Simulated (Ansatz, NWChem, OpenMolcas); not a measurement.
**A ladder of methods for SnH2O2 (SMILES [OH][Sn][OH])**

SnH2O2 has 5 atoms, charge 0, and is taken as a singlet. SMILES: `[OH][Sn][OH]`. The coordinates come from a PBE0-D4/def2-TZVP relaxation. This is one conformer, not always the lowest.

```xyz
5

O    -0.9843    0.1778   -0.6138
Sn   -0.1537   -0.9439    0.8009
O     1.5618    0.0029    0.6361
H    -1.9012   -0.0056   -0.8314
H     1.5272    0.6951   -0.0333
```

Each level gives the energy change with the Sn2–O3 bond stretched from 1.966 to 4.326 Å (eV). The values are calculated.

| level | kind | program | value (eV) |
| --- | --- | --- | --- |
| PBE/def2-SVP (core potential) (restricted) | GGA | OpenMolcas | 4.19 |
| revPBE/def2-SVP (core potential) (restricted) | GGA | Ansatz | 4.00 |
| TPSS/def2-SVP (core potential) (restricted) | meta-GGA | OpenMolcas | 4.32 |
| M06-2X/def2-SVP (core potential) (restricted) | hybrid meta-GGA | NWChem | 5.55 |
| PBE0/def2-SVP (core potential) (restricted) | global hybrid | OpenMolcas | 4.97 |
| PBE-QIDH/def2-SVP (core potential) (restricted) | double hybrid | Ansatz | 5.05 |
| MP2/def2-SVP (core potential) (restricted) | perturbation theory | Ansatz | 4.95 |
| CCSD/def2-SVP (core potential) (restricted) | coupled cluster or CI | Ansatz | 4.58 |

The first shape isn't each level's own minimum. The values span 4.00 to 5.55 eV. In the correlated wave-function rows the outer d shell of Sn is correlated, in sets not made for it.

Stretching one Sn–O bond costs between 4.00 and 5.55 eV, and the spread probably reflects the treatment of the separating electron pair more than the bond itself. Homolysis would leave two radical fragments coupled to a singlet, which needs at least two configurations. A restricted determinant instead keeps both electrons in one orbital and retains too much ion-pair character, Sn being electropositive and OH a good electron acceptor. Exact exchange exposes this error, whereas semilocal exchange partly mimics the missing static correlation. This fits the rise from the GGAs and TPSS to PBE0 and M06-2X. PBE-QIDH breaks a simple ordering by exact exchange, as it lies below M06-2X, possibly because its perturbative correlation recovers part of the penalty.

CCSD lowers the cost to 4.58 eV from the MP2 value of 4.95 eV, but with a single reference and no triples it is no firm benchmark here. The closeness of PBE0 to MP2 is therefore no proof of accuracy, and none of the values should be read as a homolytic bond energy.
